# Why does the correlation energy jump at gallium and indium?

## Question

In each of the three frames below, the atom marked * changes from boron to aluminium and on to gallium or indium. The MP2 correlation energy changes little in the first step and by several eV in the second.

Ansatz 0.2.0, gas phase: MP2, CCSD and CCSD(T) with default frozen cores and PBE-D4 HOMO–LUMO gaps, all in def2-TZVPP at PBE0-D4/def2-TZVP geometries (def2 core potentials past Kr). In each frame (SMILES) the atom marked * varies; correlated electrons are those outside frozen cores and core potentials. Electronegativities are Pauling's.

| formula | frame | * | Z | electronegativity | point group | mean bond of the marked atom (Å) | correlated electrons | MP2 correlation (eV) | same-spin share of MP2 | CCSD less MP2 (eV) | (T) (eV) | PBE gap (eV) |
| --- | --- | --- | --- | --- | --- | --- | --- | --- | --- | --- | --- | --- |
| CBF2NO | O=C=N*(F)F | B | 5 | 2.040 | Cs | 1.349 | 32 | -31.06 | 0.267 | 0.12 | -1.251 | 6.43 |
| CAlF2NO | O=C=N*(F)F | Al | 13 | 1.610 | C2v | 1.667 | 32 | -30.66 | 0.266 | 0.18 | -1.193 | 5.77 |
| CF2GaNO | O=C=N*(F)F | Ga | 31 | 1.810 | Cs | 1.751 | 42 | -34.69 | 0.278 | 0.47 | -1.410 | 5.14 |
| CHBClN | H*(Cl)C#N | B | 5 | 2.040 | Cs | 1.479 | 20 | -16.73 | 0.248 | -0.63 | -0.867 | 4.11 |
| CHAlClN | H*(Cl)C#N | Al | 13 | 1.610 | Cs | 1.854 | 20 | -16.05 | 0.244 | -0.68 | -0.803 | 4.93 |
| CHClGaN | H*(Cl)C#N | Ga | 31 | 1.810 | Cs | 1.866 | 30 | -20.09 | 0.271 | -0.39 | -0.989 | 4.52 |
| BBrH2O2 | O*(O)Br | B | 5 | 2.040 | Cs | 1.546 | 34 | -23.09 | 0.275 | -0.28 | -0.842 | 6.70 |
| AlBrH2O2 | O*(O)Br | Al | 13 | 1.610 | C2v | 1.870 | 34 | -22.55 | 0.273 | -0.26 | -0.781 | 5.65 |
| BrH2InO2 | O*(O)Br | In | 49 | 1.780 | n/a | 2.126 | 44 | -28.34 | 0.297 | 0.08 | -0.998 | 4.06 |

Three explanations are put forward:

- **A.** Second-order correlation has orbital energy differences in its denominators, so a narrower gap gives more correlation.
- **B.** A more electronegative central atom holds its electrons more tightly, so they correlate more.
- **C.** The heavier atoms bring a filled d shell, whose electrons are correlated too.

MP2 uses Hartree-Fock orbital energies, so the Hartree-Fock gaps of the same molecules matter here:

- From Al to B the gap widens by 1.6 eV in the isocyanate, 0.2 eV in the cyanide and 0.7 eV in the bromide.
- From Al to Ga it stays the same within 0.1 eV in the isocyanate and narrows by 0.4 eV in the cyanide.

(a) Test A and B. (b) Develop C and check it: can the tabulated MP2 correlation energy of the gallium cyanide be reproduced from other rows alone? (c) Does the conclusion depend on MP2?

## Model answer

**(a)** Explanation A is tempting because the PBE gap does narrow from Al to Ga and from Al to In, just where the correlation energy grows. The boron rows contradict it. In all three frames boron has a wider Hartree-Fock gap than aluminium and yet the stronger correlation. In the isocyanate, gallium gains 4.0 eV of correlation over aluminium with practically no change of that gap.

The second-order formula shows why the gap is a poor guide. For occupied spin orbitals $i,j$ and empty ones $a,b$ with energies $\varepsilon$,

$$E^{(2)}=\sum_{i<j}e_{ij},\qquad e_{ij}=-\sum_{a<b}\frac{|\langle ij\Vert ab\rangle|^2}{\varepsilon_a+\varepsilon_b-\varepsilon_i-\varepsilon_j}.$$

The gap fixes only the smallest denominator. Two electrons avoid each other by mixing in empty orbitals that have nodes in the region where the pair lives. Such orbitals mostly lie far above the lowest empty one, so the energy $e_{ij}$ of a pair depends mainly on how closely its two electrons share a region.

Explanation B fails on the order of the elements. Boron is the most electronegative of the four, but gallium and indium have the stronger correlation in their frames. The sizes do not fit either: the electronegativity rises by 0.43 from Al to B and by only 0.20 from Al to Ga, while the second change comes with by far the larger gain.

**(b)** The sum over pairs points to a count of electrons. Boron and aluminium rows of one frame correlate equally many, whereas gallium and indium rows correlate ten more. These are the filled 3d shell of Ga and the filled 4d shell of In. The default cores leave these shells correlated but freeze the 2s and 2p shells of aluminium, so the jump depends on where the line between core and valence is drawn. (The 3d shell of bromine is correlated as well, but in all three bromide rows, so it largely cancels in the steps.) The shell adds pairs among its own electrons, and further pairs between them and the valence electrons.

In gallium and indium the filled d shell lies well inside the valence shell and takes little part in bonding. Its contribution should therefore depend little on the ligands, and the step from Al to Ga should carry over from one frame to another. Taking the step from the isocyanate and adding it to the aluminium cyanide gives

$$-16.05+\left[-34.69-(-30.66)\right]=-20.08\ \text{eV}.$$

The computed value is $-20.09$ eV, and it was not used in the estimate. Agreement this close should not be counted on elsewhere, since the step from B to Al varies between frames by a few tenths of an eV.

The spins of the added pairs support the same picture. A single bond pair has opposite spins, but ten electrons in five d orbitals form 45 pairs, of which 20 have parallel spins, all in one small region. The added correlation should thus have a high same-spin share. It is 37 to 39 %, against 24 to 27 % for the whole molecules with aluminium.

The small loss from B to Al needs another cause, because the number of correlated electrons stays the same. The bonds of the central atom lengthen in every frame, in the isocyanate from 1.35 to 1.67 Å on average. Electron pairs in neighbouring bonds then sit further apart and correlate less. This is a plausible reading that these calculations do not test separately.

**(c)** The conclusion does not depend on MP2. For the added electrons CCSD gives 6 to 7 % less correlation than MP2, and the triples (T) return more than half of that difference. In the isocyanate the step from Al to Ga is 4.03 eV with MP2 and 3.96 eV with CCSD(T). Whole molecules behave differently: there MP2 falls short of CCSD(T) in every row, by 0.9 to 1.5 eV.

## Remarks on the reasoning

**Choose the comparison that separates the causes.** From Al to Ga or In, the PBE gap and the number of correlated electrons change together, so anyone who looks only at the PBE gap cannot tell A from C by that step. The step from B to Al holds the electron count fixed, so the gap can be tested without that influence, though bond lengths change as well. A good answer starts there.

**Use a fit only to rank the explanations.** Suppose that each change from the aluminium row is proportional to one quantity, with the constant found by least squares on the six rows with B, Ga and In. The typical (rms) miss is 0.7 eV for the number of added electrons, 2.4 eV for the change in PBE gap and 2.9 eV for the change in electronegativity. Even the best rule is coarse. It gives the same step for 3d and 4d shells and no change at all between B and Al.

**Do not scale the total with the number of electrons.** If every electron counted alike, gallium would add 9.6 eV in the isocyanate, more than twice the computed step. This does not show that d electrons correlate weakly. To avoid each other inside a compact shell they need equally compact empty orbitals, and the basis has no functions made for that purpose. The size of the step and its same-spin share therefore belong to this basis, while the ten additional correlated electrons come from the choice of cores.

**State what remains an inference.** The equal counts, the carried-over step and the spin share all agree with C. The direct test would be to freeze the d shell in the gallium and indium rows and see whether the jump disappears.

**Do not read the jump as a property of the bonds.** Gallium gains almost the same amount in two quite different surroundings, which marks the gain as mainly atomic. A free gallium atom has the same filled shell, so most of this contribution should cancel in a bond energy. Before total correlation energies of different elements are compared, the first thing to check is which shells are correlated.
